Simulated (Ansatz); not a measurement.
**Ligand exchange: C2H7In + Ga(CH3)2(NH2) → C2H8InN + GaH(CH3)2**

Species: C2H7In `C[CH2][InH2]`, singlet; Ga(CH3)2(NH2), singlet; C2H8InN `C[CH2][InH][NH2]`, singlet; GaH(CH3)2, singlet. The partners trade H for NH2: In–H and Ga–NH2 bonds give way to In–NH2 and Ga–H.

Shapes, held fixed at every level: PBE0-D4/def2-TZVP. Flexible molecules stand in one conformer, not always the lowest. Programs: Ansatz 0.2.0. Electronic energies: no zero-point or thermal term.

Estimate ΔE of this reaction.

The highest level, CCSD(T)/def2-TZVPP, gives ΔE = +32.9 kJ/mol; the levels span +30.8 to +45.3. The column of differences is taken from that level and isn't an error. No measured value is set beside it here. For atoms past krypton def2 sets carry core potentials with scalar relativity. Relativity is left out for Ga. Outer-core shells of Ga, In are correlated in most correlated rows, in sets that cover them unevenly.

```
               level                    kind  ΔE (kJ/mol)  less CCSD(T)/def2-TZVPP
         HF/def2-SVP            Hartree–Fock        +45.3                    +12.4
       HF/def2-TZVPP            Hartree–Fock        +37.4                     +4.5
r2SCAN-D4/def2-TZVPP                meta-GGA        +31.5                     -1.4
  PBE0-D4/def2-TZVPP           global hybrid        +32.6                     -0.3
  wB97M-V/def2-TZVPP  range-separated hybrid        +31.6                     -1.3
      MP2/def2-TZVPP     perturbation theory        +30.8                     -2.1
       CCSD/def2-SVP   coupled cluster or CI        +41.4                     +8.5
  CCSD(T)/def2-TZVPP   coupled cluster or CI        +32.9                      0.0
```

The exchange is uphill at every level, so amide prefers gallium and hydride is left to indium. Both ligands should bind more strongly to gallium, but the energy suggests that the gain is larger for NH2 than for H. The likely reason is gallium's smaller radius: the shorter, polar Ga–N bond has stronger electrostatic attraction and better overlap, and the nitrogen lone pair can donate more effectively into the metal's empty p orbital. The differing alkyl groups and the remaining hydride on indium may also contribute, so the value isn't a pure measure of the metals' preference.

The two def2-SVP rows are the highest. Hartree–Fock alone drops from +45.3 to +37.4 kJ/mol with the larger basis, so the distance between CCSD and CCSD(T) can't be read as the effect of triples. With def2-TZVPP, every treatment including correlation falls below Hartree–Fock, which suggests that correlation modestly favours the products. The preference applies to isolated monomers; amide bridging in aggregates could change it.
